**Working notes: what the fine structure and $g$ anisotropy of O$_2$ $X\,^3\Sigma_g^-$ say about $\zeta$**

**Data.** These values are made for the exercise and rounded as data are. I chose them to resemble typical O$_2$ behaviour, and none is a measurement. Nuclei are fixed and $z$ is the bond axis. The conventions are $H_{\rm fs}=\tfrac23\lambda(3S_z^2-\mathbf S^2)$, so $D=2\lambda=E(\Omega=\pm1)-E(\Omega=0)$, and $H_Z=\mu_B\mathbf B\cdot(\mathbf L+g_e\mathbf S)$. Angular momenta are in units of $\hbar$.

| quantity | kind | value |
|---|---|---|
| $\lambda$ | spectroscopic | $1.985\pm0.001$ cm$^{-1}$ |
| $\lambda_{SS}$, direct spin-spin part | calculated | $0.78\pm0.02$ cm$^{-1}$ |
| $\Delta_b=E(b\,^1\Sigma_g^+)-E(X)$ | spectroscopic | $13\,120\pm100$ cm$^{-1}$ |
| $G=g_\perp-g_\parallel$ | magnetic resonance | $0.00285\pm0.00005$ |
| $\delta=E(^1\Pi_g)-E(^3\Pi_g)$ | calculated | $10\,000\pm3000$ cm$^{-1}$ |

I want the one-electron spin-orbit constant $\zeta$, with its sign, and the gap $\Delta_T$ from $X$ to the valence $^3\Pi_g$ state.

**Why nothing is linear in $\zeta$ in the energy.** The Breit-Pauli operator has the form $H_{SO}=\sum_i\boldsymbol\Lambda_i\cdot\mathbf s_i$. Its one-electron part in atomic units is $\boldsymbol\Lambda_i=\tfrac{\alpha^2}{2}\sum_A Z_A\,\mathbf r_{iA}\times\mathbf p_i/r_{iA}^3$. The two-electron terms are also real functions of position times one momentum. Since $\mathbf p=-i\nabla$, every component obeys $\Lambda_k^*=-\Lambda_k$, and it is Hermitian. Between real functions, $\langle a|\Lambda_k|b\rangle$ is therefore imaginary, and Hermiticity gives $\langle b|\Lambda_k|a\rangle=\langle a|\Lambda_k|b\rangle^*=-\langle a|\Lambda_k|b\rangle$. The diagonal vanishes.

The spin degeneracy needs one more step. For fixed $k$, $\sum_i\Lambda_{ik}\mathbf s_i$ is a vector operator in spin space. By the Wigner-Eckart theorem it equals $V_k\mathbf S$ inside the multiplet, so
$$P H_{SO}P=\sum_k V_kS_k,\qquad V_k=\frac1S\Big\langle S,S\Big|\sum_i\Lambda_{ik}s_{iz}\Big|S,S\Big\rangle .$$
In the $\alpha,\beta$ basis the field-free, spin-free $H_0$, $\mathbf S^2$ and $S_z$ are real. Complex conjugation then maps $|S,S\rangle$ to a state with the same energy and spin labels. Without orbital degeneracy this is the same state up to a phase, so it can be taken real. The operator in $V_k$ is imaginary and Hermitian, hence $V_k=0$. The same argument gives $P\mathbf LP=0$. Symmetry agrees: $\Sigma_g^-\times\Sigma_g^-=\Sigma_g^+$ contains neither $\Sigma_g^-$ nor $\Pi_g$, the species of an axial vector. The whole first-order $3\times3$ matrix is zero, and the data must be read in higher order.

**Model.** $X$ is $3\sigma_g^2\,1\pi_u^4\,1\pi_g^2$. I treat $(\pi_{gx},\pi_{gy},3\sigma_g)$ as a $p$ shell $(x,y,z)$ with $l_k|j\rangle=i\epsilon_{kjm}|m\rangle$, which is the pure-precession assumption. Four electrons in this shell are two holes with $H_{SO}=-\zeta\sum_i\mathbf l_i\cdot\mathbf s_i$, where $\zeta>0$ is the normal sign for an electron. There are 15 states. The triplets have antisymmetric orbital parts: $[xy]$ is $X$, and $[yz],[zx]$ are $^3\Pi_g$ at $\Delta_T$. The singlets are $xx+yy$ ($b$), the $^1\Delta_g$ pair, the $^1\Pi_g$ pair at $\Delta_S=\Delta_T+\delta$, and $zz$. The $^1\Delta_g$ pair has $|\Omega|=2$ and $zz$ differs from $X$ in two holes, so neither couples to $X$.

*The $b$ state.* With $\pi_\pm$ the $l_z=\pm1$ orbitals, $X_0\propto|\pi_+\alpha\,\pi_-\beta|+|\pi_+\beta\,\pi_-\alpha|$. The operator $\sum l_zs_z$ has eigenvalues $+1$ and $-1$ on the two determinants, so it turns the sum into the difference, which is $b$. Thus $|\langle b|H_{SO}|X_0\rangle|=|\zeta|$, and only $\Omega=0$ is lowered, by $\zeta^2/\Delta_b$.

*The $^3\Pi_g$ state.* The three triplets span $L=1$ with $H_{SO}=A\,\mathbf L\cdot\mathbf S$ and $A=-\zeta/2$. $L_x$ and $L_y$ each take $X$ to one $\Pi$ component with modulus 1, and $L_z X=0$. Second order gives $-(A^2/\Delta_T)(S_x^2+S_y^2)$. This is $-\zeta^2/2\Delta_T$ for $\Omega=0$ and $-\zeta^2/4\Delta_T$ for $\Omega=\pm1$.

*The $^1\Pi_g$ state.* It has $\Omega=\pm1$ only. If $\delta$ were zero, each hole would move to $z$ independently and gain $-\zeta^2s_k^2/\Delta_T=-\zeta^2/4\Delta_T$, whatever the spin state. All three levels would shift by $-\zeta^2/2\Delta_T$. The singlet must supply the missing quarter, so it shifts $\Omega=\pm1$ by $-\zeta^2/4\Delta_S$.

Collecting the three,
$$D_{SO}\equiv2(\lambda-\lambda_{SS})=\frac{\zeta^2}{\Delta_b}+Q,\qquad Q=\frac{\zeta^2}{4\Delta_T}-\frac{\zeta^2}{4(\Delta_T+\delta)}.\tag{1}$$

*Orbital moment.* $\mathbf L$ is spin-free, so only $^3\Pi_g$ revives it. The cross term of $\mathbf L$ with $A\mathbf L\cdot\mathbf S$ gives, within the triplet,
$$L_{x,y}^{\rm eff}=-\frac{2A}{\Delta_T}S_{x,y}=u\,S_{x,y},\qquad u=\frac{\zeta}{\Delta_T},\qquad L_z^{\rm eff}=0 .$$
This is the orbital moment of order $\zeta/\Delta$. It is an operator that follows the transverse spin. Its expectation value in the zero-field $\Omega=0$ level is still zero, and it becomes $u$ in a state with $\langle S_x\rangle=1$.

One higher-order term cannot be dropped, because $\Delta_b$ is the small gap. $X_0$ carries a singlet amplitude $\theta=\zeta/\Delta_b$, so its triplet amplitude is $1-\theta^2/2$. The element of $g_eS_x$ between $\Omega=0$ and $\Omega=\pm1$ shrinks by that factor, and $g_\perp$ drops by $g_e\theta^2/2\approx\theta^2$. The levels $\Omega=\pm1$ do not mix with $b$, so $g_\parallel$ is untouched. Then
$$G=\frac{\zeta}{\Delta_T}-\frac{\zeta^2}{\Delta_b^2}.\tag{2}$$
I use the difference $g_\perp-g_\parallel$ because the isotropic relativistic mass correction cancels in it.

**Uniqueness.** Equation (1) is even in $\zeta$ and cannot give the sign. Equation (2) gives $u=G+\theta^2>0$, and $\Delta_T>0$ because $X$ is the ground state, so $\zeta>0$. Eliminating $\Delta_T=\zeta/u$,
$$D_{SO}=f(\zeta)=\frac{\zeta^2}{\Delta_b}+\frac{\delta/4}{1/u^2+\delta/(u\zeta)},\qquad u=G+\frac{\zeta^2}{\Delta_b^2}.$$
For $\zeta>0$, $u$ grows with $\zeta$, so the last denominator falls. Both terms rise from zero and the first is unbounded. There is exactly one positive root.

**Inversion.** The data give $D_{SO}=2.410$ cm$^{-1}$. First pass with $Q=0$: $\zeta=\sqrt{D_{SO}\Delta_b}=177.8$ cm$^{-1}$, $\theta^2=1.84\times10^{-4}$, $\Delta_T=5.86\times10^4$ cm$^{-1}$, $Q=0.0197$ cm$^{-1}$. Feeding $Q$ back until nothing changes gives
$$\zeta=177.1\ {\rm cm^{-1}},\quad\theta=0.0135,\quad\theta^2=1.82\times10^{-4},\quad u=3.03\times10^{-3},\quad\Delta_T=5.84\times10^4\ {\rm cm^{-1}}.$$
The pieces of $D_{SO}$ are $+2.390$ from $b$, $+0.134$ from $^3\Pi_g$ and $-0.115$ from $^1\Pi_g$, in cm$^{-1}$. The two $\Pi$ terms nearly cancel and leave $Q=0.0196$ cm$^{-1}$, or 0.8 % of $D_{SO}$. Had I omitted $\theta^2$ in (2), the same $\zeta$ would give $\Delta_T=\zeta/G=6.21\times10^4$ cm$^{-1}$, too high by 6.4 %.

**How errors carry through.** For a datum $y$ among $\Delta_b,G,\delta$, implicit differentiation gives $d\zeta/dy=-(\partial f/\partial y)/f'$, and $d\zeta/dD_{SO}=1/f'$ with $f'=0.0270$. Then $\Delta_T=\zeta/u$ is differentiated through $\zeta$, with $\partial\Delta_T/\partial\zeta=(1-2\theta^2/u)/u=290$, and directly through $u$. The table gives the change on raising each datum by its stated uncertainty.

| datum | change in $\zeta$ (cm$^{-1}$) | change in $\Delta_T$ ($10^3$ cm$^{-1}$) |
|---|---|---|
| $\lambda$ | $+0.07$ | $+0.02$ |
| $\lambda_{SS}$ | $-1.5$ | $-0.43$ |
| $\Delta_b$ | $+0.7$ | $+0.25$ |
| $G$ | $-0.02$ | $-0.97$ |
| $\delta$ | $-0.2$ | $-0.05$ |
| quadrature sum | $1.6$ | $1.1$ |

The problem is nearly triangular. The energy, of order $\zeta^2/\Delta_b$, fixes $\zeta$, and the square root halves relative errors. The limiting input is the calculated $\lambda_{SS}$ and not the spectroscopic $\lambda$. The orbital moment, of order $\zeta/\Delta_T$, then fixes $\Delta_T$, limited by $G$. The poorly known $\delta$ hardly matters.

**Truncation.** The largest neglected energy term is the third-order path $X_0\to b\to{}^3\Pi_g\to X_0$, of size $\zeta^3/\Delta_b\Delta_T=0.007$ cm$^{-1}$. I diagonalised the full 15-state matrix at the inferred parameters. The $^1\Delta_g$ pair, which never reaches $|\Omega|\le1$, was put at an arbitrary $8000$ cm$^{-1}$, and $zz$, which enters in fourth order, at an arbitrary $120\,000$ cm$^{-1}$. This gives $D_{SO}=2.40$ cm$^{-1}$, lower than (1) by $0.008$ cm$^{-1}$. Allowing for it would raise $\zeta$ by $0.3$ cm$^{-1}$, well inside the error bar. The exact eigenvectors return $G=2.85\times10^{-3}$, less than $10^{-5}$ away from (2). This tests the perturbation formulas and says nothing about the molecule. Outside the model, the diamagnetic gauge correction to $g$ is not isotropic. I expect its anisotropy to be of order $\alpha^2=5.3\times10^{-5}$, which would move $\Delta_T$ by about $1.0\times10^3$ cm$^{-1}$, as much as the error from the data.

**What the data cannot separate.** Pure precession makes three things equal that need not be. Suppose the $\sigma\pi$ spin-orbit element is $\zeta'$ instead of $\zeta$, and the $\sigma\pi$ element of $\mathbf L$ is scaled by $\kappa$ through $2s$ admixture and overlap. Then (2) contains $\kappa\zeta'/\Delta_T$, and $G$ fixes only that combination. Further $^3\Pi_g$ states add terms of the same form. So $\Delta_T$ is an effective gap and its uniqueness holds only within the model. The value of $\zeta$ is sturdier. It is the $b$–$X$ matrix element, and deleting the whole $\Pi$ contribution $Q$ moves it by only $0.7$ cm$^{-1}$.

**Result.** For these exercise data the model gives $\zeta=+177\pm2$ cm$^{-1}$ and $\Delta_T=(58.4\pm1.1)\times10^3$ cm$^{-1}$, or $7.2\pm0.1$ eV, the errors being those of the data alone. These are the model's numbers and not those of O$_2$. A coupling of 177 cm$^{-1}$ leaves no first-order trace in the $^3\Sigma_g^-$ state. It survives as a splitting of $2.41$ cm$^{-1}$ and a transverse orbital moment of $3.03\times10^{-3}$ per unit of spin.